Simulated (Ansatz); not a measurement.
Ag: the change of pressure with volume scale

Periodic Kohn-Sham DFT of a crystal at fixed atoms, scaled to volume_scale times the given cell; pressure positive in compression, energy less spherical unpolarised free atoms, largest_vzz the field gradient of largest size among the nuclei. The results are calculated, by Ansatz 0.2.0.

The cell before it is scaled or strained (space group Fm-3m, No. 225):
```
CELL_PARAMETERS angstrom
0.00000 2.04310 2.04310
2.04310 0.00000 2.04310
2.04310 2.04310 0.00000
ATOMIC_POSITIONS crystal
Ag 0.00000 0.00000 0.00000
```

Settings of every row: method frozen-core PAW; functional PBE; relativity scalar; k mesh 15x15x15; filling fermi-dirac; smearing width 0.03 eV; wave cutoff 420 eV; paw set soft_2.

Atom start moment: 0 on all atoms.

| row | volume scale | V (Å³/atom) | pressure (GPa) |
| --- | --- | --- | --- |
| 1 | 0.9405 | 16.042 | 13.024 |
| 2 | 0.97 | 16.545 | 8.425 |
| 3 | 1 | 17.057 | 4.553 |
| 4 | 1.03 | 17.569 | ? |
| 5 | 1.06 | 18.08 | -1.249 |

Question: what pressure should row 4 give?

Worked fit of pressure. Take u = (V_r/V)^(2/3) − 1 with V_r = 16.801 Å³ an atom, which is twice the finite (Eulerian) strain; such expansions in the strain, on which the Birch-Murnaghan equation of state is built, carry the rest volume and the bulk modulus. The shown rows have u = 0.0313, 0.01029, -0.01003, -0.04774. Least squares give pressure = 6.398 + 191.216 × u + 650.71 × u² GPa; a straight line predicts inner rows, each left out in turn, worse (root mean square 0.64 against 0.019 GPa). The rows lie off it by 0.003, -0.010, 0.007, -0.001 (root mean square 0.0063 GPa). The pressure vanishes at u = -0.0385, or V = 17.82 Å³ an atom, and there the bulk modulus at fixed shape and fractions is B = −V dP/dV = (2/3)(1 + u) dP/du = 90.4 GPa. The withheld row has u = -0.02936, so the fit gives 6.398 + 191.216 × (-0.02936) + 650.71 × (-0.02936)² = 1.345 GPa.

The calculation gave 1.36 GPa. The fit lies 0.015 GPa (1.1 % of the value, 0.11 % of the column's range) below it; its largest miss of a shown row is 0.010 GPa.
